Borazine is a flat six-membered ring of alternating boron and nitrogen atoms, each carrying one hydrogen. Between two bonded atoms there is a bond point, where the electron density is lowest along the bond but highest across it. The table describes the electrons at each such point.

QTAIM bond critical points of neutral singlet borazine (B3H6N3) in the gas phase, computed with PySCF 2.14.0 at the PBE0/def2-TZVP level on a GFN2-xTB geometry. Ring atoms are numbered 1 to 6, with boron odd and nitrogen even; atoms 7 to 12 are the hydrogens attached to atoms 1 to 6, in that order.

```tsv
row	density (a.u.)	first atom	second atom	laplacian (a.u.)	ellipticity	energy density (a.u.)
1	0.341	4.000	10.000	-1.727	0.018	-0.489
2	0.341	6.000	12.000	-1.727	0.018	-0.489
3	0.341	2.000	8.000	-1.727	0.018	-0.489
4	0.207	3.000	4.000	0.514	0.014	-0.195
5	0.207	1.000	2.000	0.514	0.014	-0.195
6	0.207	5.000	6.000	0.514	0.014	-0.195
7	0.207	1.000	6.000	0.514	0.014	-0.195
8	0.207	4.000	5.000	0.514	0.014	-0.195
9	0.207	2.000	3.000	0.514	0.014	-0.195
10	0.189	1.000	7.000	-0.317	0.087	-0.216
11	0.189	3.000	9.000	-0.317	0.087	-0.216
12	0.189	5.000	11.000	-0.317	0.087	-0.216
```

The density $\rho$ is the number of electrons per volume. The laplacian $\nabla^2\rho$ adds up its three curvatures, two across the bond and one along it. The ellipticity tells by what fraction the stronger curvature across the bond exceeds the weaker one. The energy density $H$ is the kinetic plus the potential energy of the electrons per volume.

## 1. How many different bonds are there?

There are three kinds. Row 1 stands for the three N-H bonds, row 4 for the six B-N bonds and row 10 for the three B-H bonds. Rows of one kind agree in every printed digit, so the ring has no alternation of short and long bonds.

## 2. Which bond point has the most density, and does bond length decide it?

N-H has the most, about 1.6 times as much as B-N. Length alone does not set the order: B-N is 0.24 Å longer than B-H, yet its point holds about 10 % more density. The atoms matter as well. Nitrogen has more valence electrons than hydrogen, and the B-N point also lies slightly closer to boron's dense inner shell. Both should raise the density there; their shares were not tested.

## 3. Where along the bond does the point lie?

In all three kinds it lies nearer to the partner with the positive computed charge. In B-N that is boron, and the point is only 0.46 Å from it, about a third of the way to nitrogen. The point marks the lowest density on the path, so it lies where the contributions of the two atoms fall off equally steeply, in opposite directions. Nitrogen has more valence electrons than boron or hydrogen, so its high density reaches further along the bond and pushes this minimum towards its partner. Theory expects this even for neutral atoms; electrons drawn from the partner can add to it. In B-H, where hydrogen starts with a single electron, those drawn from boron may matter more, but this was not tested.

## 4. Why does only B-N have a positive laplacian?

The two curvatures across a bond are negative, because the density falls off sideways. The curvature along the bond is positive, because the density rises towards both atoms. The sign of the laplacian tells which side wins. In N-H the curvature across the bond wins easily: it is about three times as large as the one along it.

Rows 4 and 10 differ mainly in the curvature along the bond. Across the bond, the curvature of B-N is only 1.2 times that of B-H; along the bond it is 2.9 times as large. Sideways, the density of B-N therefore falls off at least as sharply as that of B-H, but along the bond its point sits in a much steeper valley.

The position of the point suggests why. Nitrogen pushes it about 0.04 Å closer to boron than hydrogen does. That is a small step, but the density of boron's inner shell dies off exponentially, and theory puts it roughly twice as high at the closer point. The steep rise towards nitrogen on the other side should add to the effect; how the two share it was not tested.

## 5. Does the positive laplacian make B-N an ionic bond?

A positive laplacian is often read that way, so the energy should be consulted too. Let $G$ be the kinetic and $V$ the potential part of the energy density. The local virial relation links them to the table:

$$\tfrac14\nabla^2\rho = 2G + V,\qquad H = G + V .$$

Subtracting the second equation from the first gives $G=\tfrac14\nabla^2\rho-H$. For row 4 this means

$$G = \frac{0.514}{4} + 0.195 = 0.324,\qquad V = -0.195 - 0.324 = -0.519 .$$

The potential part is thus 1.6 times the kinetic part in size. The two equations show what this ratio means. The energy density is negative, a mark of shared electrons, once the ratio exceeds 1. The laplacian turns negative only once it exceeds 2. B-N lies between these limits, so its two signs do not contradict each other: together they fit a shared but polar bond. The computed bond order of 1.2 agrees with that reading.

The same split explains an oddity in row 10. B-H has less density than B-N but a slightly more negative energy density. Its potential part is weaker by 0.166, but its kinetic part is smaller by 0.187, and the difference of 0.021 decides. A more negative value here does not make B-H the stronger bond.

The relation was applied to all twelve rows, and the results are in the printed output below. It has no adjustable constant and holds by definition, so it sorts the numbers without testing the calculation. It also cannot rank bond strengths, since it describes one point and not the energy needed to separate two atoms.

## 6. Does the small ellipticity of B-N rule out π bonding?

No. Electrons in π orbitals lie above and below the ring and can make the density at a bond point oval. Yet B-H, with a bond order close to 1, has about six times the ellipticity of B-N, so this column does not count π bonds here.

The position of the point again offers a reason. The π electrons of borazine are drawn towards nitrogen, while the B-N point lies near boron, where they are thin. That this accounts for the small value is plausible but untested.

## 7. What would change if carbon replaced both boron and nitrogen?

The ring would become benzene, which has nearly the same shape and also six π electrons. Its neighbouring ring atoms are alike, so symmetry puts the bond point halfway between them, well away from both inner shells. The laplacian there is known to be negative. The comparison shows how unlike partners shift the point; it does not tell which ring has the stronger bonds.

The idea to carry over is this: when the partners are unequal, the point usually moves towards the atom that gives up electrons, and closeness to that atom's inner shell tends to push the laplacian upwards. Hydrogen has no inner shell. This helps to explain why the N-H point can lie very close to hydrogen and still have a strongly negative laplacian.

## 8. Which digits can be trusted?

As numerical results of this one calculation, all three decimals of the density hold: the six B-N values, taken to more digits, spread over only 0.00005. As a description of the real molecule they deserve less trust. The bond lengths come from an approximate tight-binding method; that of B-N is about 0.01 to 0.02 Å shorter than roughly recalled measured values, and a longer bond would have a somewhat lower density at its point. Another functional or basis set would also shift the values, by an amount that was not tested here.

Printed output of the fit:

```
Parts at the bond points in atomic units and distance in angstrom:
  row  kinetic G  potential V  ratio V to G  curvature across  curvature along  distance to positive partner  percent of length
    1    0.05725      -0.5462         9.541            -2.558            0.831                        0.2566              25.46
    2    0.05725      -0.5462         9.541            -2.558            0.831                        0.2566              25.46
    3    0.05725      -0.5462         9.541            -2.558            0.831                        0.2566              25.46
    4     0.3235      -0.5185         1.603           -0.9969            1.511                        0.4643              32.76
    5     0.3235      -0.5185         1.603           -0.9969            1.511                        0.4643              32.76
    6     0.3235      -0.5185         1.603           -0.9969            1.511                        0.4643              32.76
    7     0.3235      -0.5185         1.603           -0.9969            1.511                        0.4643              32.76
    8     0.3235      -0.5185         1.603           -0.9969            1.511                        0.4643              32.76
    9     0.3235      -0.5185         1.603           -0.9969            1.511                        0.4643              32.76
   10     0.1367      -0.3528          2.58           -0.8321           0.5151                        0.5071              43.15
   11     0.1367      -0.3528          2.58           -0.8321           0.5151                        0.5071              43.15
   12     0.1367      -0.3528          2.58           -0.8321           0.5151                        0.5071              43.15
Number of N-H bonds: 3
Number of B-N bonds: 6
Number of B-H bonds: 3
Atoms minus bond points plus ring points minus cage points: 1
Density of N-H over B-N: 1.647
Density of B-N less B-H (a.u.): 0.018
Density of B-N above B-H (percent): 9.524
Length of B-N less B-H (angstrom): 0.242
Energy density of B-H less B-N (a.u.): -0.021
Kinetic part of B-H less B-N (a.u.): -0.1868
Potential part of B-H less B-N (a.u.): 0.1657
Curvature along the bond of B-N over B-H: 2.933
Curvature across the bond of B-N over B-H: 1.198
Ellipticity of B-H over B-N: 6.214
Mayer order of B-N: 1.232
Mayer order of B-H: 0.975
Spread of the six B-N densities in the fuller output (a.u.): 5e-05
Rough measured B-N length less the one used (angstrom): 0.013
```
